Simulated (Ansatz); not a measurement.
## W2O3: the change of pressure with volume per atom

All results are calculated (Ansatz 0.2.0 development build). Equation of state of a cubic crystal from periodic Kohn-Sham density functional theory without spin; pressure corrected for the finite basis.

Cell of the first row (space group Pn-3m, No. 224):
```
W2O3
1.0
      4.7536     0.0000     0.0000
      0.0000     4.7536     0.0000
      0.0000     0.0000     4.7536
W O
4 6
Direct
  0.25000 0.25000 0.25000
  0.75000 0.75000 0.25000
  0.75000 0.25000 0.75000
  0.25000 0.75000 0.75000
  0.50000 0.00000 0.00000
  0.00000 0.50000 0.00000
  0.00000 0.00000 0.50000
  0.50000 0.50000 0.00000
  0.50000 0.00000 0.50000
  0.00000 0.50000 0.50000
```

Settings of every row: formula W2O3; structure type cubic X2O3; functional PBE; spin treatment none; k mesh 23x23x23; occupation method fermi-dirac; occupation width 0.061225619 eV; wave cutoff 420 eV; datasets soft-1 PAW; density cutoff ratio 4.

Limits: a cubic model structure, not a phase known at ambient conditions; no spin polarisation, a magnetic state may lie lower; no spin-orbit coupling, which can matter with elements this heavy.

```
row  volume per atom (Å³)  pressure (GPa)  energy above lowest point (meV/atom)
  1                10.741          18.666                                 37.28
  2                 10.97          11.667                                 15.74
  3                11.198           5.404                                  3.64
  4                11.427               ?                                     ?
  5                11.655          -5.215                                  3.93
  6                11.884          -9.701                                 14.62
  7                12.113         -13.713                                 31.37
```

Question: what pressure should row 4 give?

Worked fit of pressure. Take u = (V_r/V)^(2/3) − 1 with V_r = 11.427 Å³ an atom, which is twice the finite (Eulerian) strain; such expansions in the strain, on which the Birch-Murnaghan equation of state is built, carry the rest volume and the bulk modulus. The shown rows have u = 0.04214, 0.02758, 0.01359, -0.01308, -0.0258, -0.03812. Least squares give pressure = −0.2126 + 398.492 × u + 1171.28 × u² GPa; a straight line predicts inner rows, each left out in turn, worse (root mean square 0.7 against 0.018 GPa). The rows lie off it by 0.006, -0.002, -0.015, 0.009, 0.013, -0.012 (root mean square 0.01 GPa). The pressure vanishes at u = 0.0005, or V = 11.42 Å³ an atom, and there the bulk modulus at fixed shape and fractions is B = −V dP/dV = (2/3)(1 + u) dP/du = 267 GPa. The withheld row has u = 0, so the fit gives −0.2126 + 398.492 × (0) + 1171.28 × (0)² = -0.213 GPa.

The calculation gave -0.2 GPa. The fit lies 0.013 GPa (6.5 % of the value, 0.04 % of the column's range) below it; its largest miss of a shown row is 0.015 GPa.

The other values of row 4: energy above lowest point 0 meV/atom.
